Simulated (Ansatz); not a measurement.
# AgO₂: the change of pressure and energy above lowest point with volume per atom

Equation of state of a cubic crystal from periodic Kohn-Sham density functional theory without spin; pressure corrected for the finite basis. The results are calculated, by Ansatz 0.2.0 development build.

Cell of the first row (space group Fm-3m, No. 225):
```
AgO2
1.0
      0.0000     2.5102     2.5102
      2.5102     0.0000     2.5102
      2.5102     2.5102     0.0000
Ag O
1 2
Direct
  0.00000 0.00000 0.00000
  0.25000 0.25000 0.25000
  0.75000 0.75000 0.75000
```

Settings of every row: formula AgO2; structure type fluorite; functional r2SCAN; spin treatment none; k mesh 11x11x11; occupation method fermi-dirac; occupation width 0.1 eV; wave cutoff 500 eV; datasets soft-1 PAW; density cutoff ratio 4.

Limits: a cubic model structure, not a phase known at ambient conditions; modest k-mesh, values are not fully converged in k; no spin polarisation, a magnetic state may lie lower.

| row | volume per atom (Å³) | pressure (GPa) | energy above lowest point (meV/atom) |
| --- | --- | --- | --- |
| 1 | 10.545 | ? | ? |
| 2 | 10.889 | 2.873 | 0.36 |
| 3 | 11.232 | -2.366 | 0 |
| 4 | 11.576 | -6.686 | 9.85 |
| 5 | 11.92 | -10.239 | 28.14 |

Question: what pressure and energy above lowest point should row 1 give?

Worked fit of pressure. Take u = (V_r/V)^(2/3) − 1 with V_r = 11.404 Å³ an atom, which is twice the finite (Eulerian) strain; such expansions in the strain, on which the Birch-Murnaghan equation of state is built, carry the rest volume and the bulk modulus. The shown rows have u = 0.03129, 0.01018, -0.00993, -0.02907. Least squares give pressure = −4.6318 + 215.414 × u + 778.36 × u² GPa; a straight line predicts inner rows, each left out in turn, worse (root mean square 0.45 against 0.018 GPa). The rows lie off it by 0.002, -0.008, 0.008, -0.003 (root mean square 0.0059 GPa). The pressure vanishes at u = 0.0200, or V = 11.07 Å³ an atom, and there the bulk modulus at fixed shape and fractions is B = −V dP/dV = (2/3)(1 + u) dP/du = 168 GPa. The withheld row has u = 0.0536, so the fit gives −4.6318 + 215.414 × (0.0536) + 778.36 × (0.0536)² = 9.151 GPa.

The calculation gave 9.212 GPa. The fit lies 0.061 GPa (0.31 % of the column's range) below it; its largest miss of a shown row is 0.008 GPa. This row lies beyond the range of the fit.

Worked fit of energy above lowest point. Take u = (V_r/V)^(2/3) − 1 with V_r = 11.404 Å³ an atom, which is twice the finite (Eulerian) strain; such expansions in the strain, on which the Birch-Murnaghan equation of state is built, carry the rest volume and the bulk modulus. The shown rows have u = 0.03129, 0.01018, -0.00993, -0.02907. Least squares give energy above lowest point = 3.762 − 487.66 × u + 12094.4 × u² meV/atom; a straight line predicts inner rows, each left out in turn, worse (root mean square 7 against 0.12 meV/atom). The rows lie off it by 0.02, -0.05, 0.05, -0.02 (root mean square 0.038 meV/atom). The withheld row has u = 0.0536, so the fit gives 3.762 − 487.66 × (0.0536) + 12094.4 × (0.0536)² = 12.37 meV/atom.

The calculation gave 13.12 meV/atom. The fit lies 0.75 meV/atom (5.7 % of the value, 2.7 % of the column's range) below it; its largest miss of a shown row is 0.05 meV/atom. This row lies beyond the range of the fit.
